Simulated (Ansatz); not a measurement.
# Ba₂O: the change of energy above lowest point and pressure with volume per atom

Results calculated with Ansatz 0.2.0 development build, not measured. Equation of state of a cubic crystal from periodic Kohn-Sham density functional theory without spin; pressure corrected for the finite basis.

Cell of the first row (space group Fm-3m, No. 225):
```
cell vectors (Å)
   0.0000     3.3474     3.3474
   3.3474     0.0000     3.3474
   3.3474     3.3474     0.0000
atoms (fractions of the cell vectors)
Ba  0.25000  0.25000  0.25000
Ba  0.75000  0.75000  0.75000
O   0.00000  0.00000  0.00000
```

Settings of every row: formula Ba2O; structure type antifluorite; functional PBE; spin treatment none; k mesh 10x10x10; occupation method fermi-dirac; occupation width 0.061225619 eV; wave cutoff 700 eV; datasets hard PAW; density cutoff ratio 4.

Limits: a cubic model structure, not a phase known at ambient conditions; modest k-mesh, values are not fully converged in k; some atoms lie unusually close (a squeezed, shaken or made-up cell); the SCF threshold is loose for a stress in some rows; no spin-orbit coupling, which can matter with elements this heavy.

| row | volume per atom (Å³) | energy above lowest point (meV/atom) | pressure (GPa) |
| --- | --- | --- | --- |
| 1 | 25.006 | 12.15 | 2.579 |
| 2 | 25.538 | 5.21 | 1.62 |
| 3 | 26.07 | 1.27 | 0.768 |
| 4 | 26.602 | 0 | 0.013 |
| 5 | 27.134 | 1.09 | -0.658 |
| 6 | 27.666 | ? | ? |
| 7 | 28.198 | 9.35 | -1.786 |

Question: what energy above lowest point and pressure should row 6 give?

Worked fit of energy above lowest point. Take u = (V_r/V)^(2/3) − 1 with V_r = 26.336 Å³ an atom, which is twice the finite (Eulerian) strain; such expansions in the strain, on which the Birch-Murnaghan equation of state is built, carry the rest volume and the bulk modulus. The shown rows have u = 0.03515, 0.02072, 0.00679, -0.00668, -0.0197, -0.04452. Least squares give energy above lowest point = 0.321 + 93.67 × u + 6798.8 × u² + 3136 × u³ meV/atom; a parabola predicts inner rows, each left out in turn, worse (root mean square 0.062 against 0.0028 meV/atom). All shown rows lie on it to the printed digit. Its lowest point lies at u = -0.0069, or V = 26.61 Å³ an atom, and the curvature there gives the bulk modulus at fixed shape and fractions, B = (4/9)(1 + u)² E″(u)/V = 35.5 GPa. The withheld row has u = -0.03231, so the fit gives 0.321 + 93.67 × (-0.03231) + 6798.8 × (-0.03231)² + 3136 × (-0.03231)³ = 4.29 meV/atom.

The calculation gave 4.29 meV/atom. The fit meets it to the printed digit.

Worked fit of pressure. Take u = (V_r/V)^(2/3) − 1 with V_r = 26.336 Å³ an atom, which is twice the finite (Eulerian) strain; such expansions in the strain, on which the Birch-Murnaghan equation of state is built, carry the rest volume and the bulk modulus. The shown rows have u = 0.03515, 0.02072, 0.00679, -0.00668, -0.0197, -0.04452. Least squares give pressure = 0.3796 + 56.075 × u + 177 × u² + 226 × u³ GPa; a parabola predicts inner rows, each left out in turn, worse (root mean square 0.0046 against 0.0008 GPa). The rows lie off it by 0.000, 0.001, -0.001, 0.000, 0.000, 0.000. The pressure vanishes at u = -0.0069, or V = 26.61 Å³ an atom, and there the bulk modulus at fixed shape and fractions is B = −V dP/dV = (2/3)(1 + u) dP/du = 35.5 GPa. The withheld row has u = -0.03231, so the fit gives 0.3796 + 56.075 × (-0.03231) + 177 × (-0.03231)² + 226 × (-0.03231)³ = -1.255 GPa.

The calculation gave -1.255 GPa. The fit meets it to the printed digit.
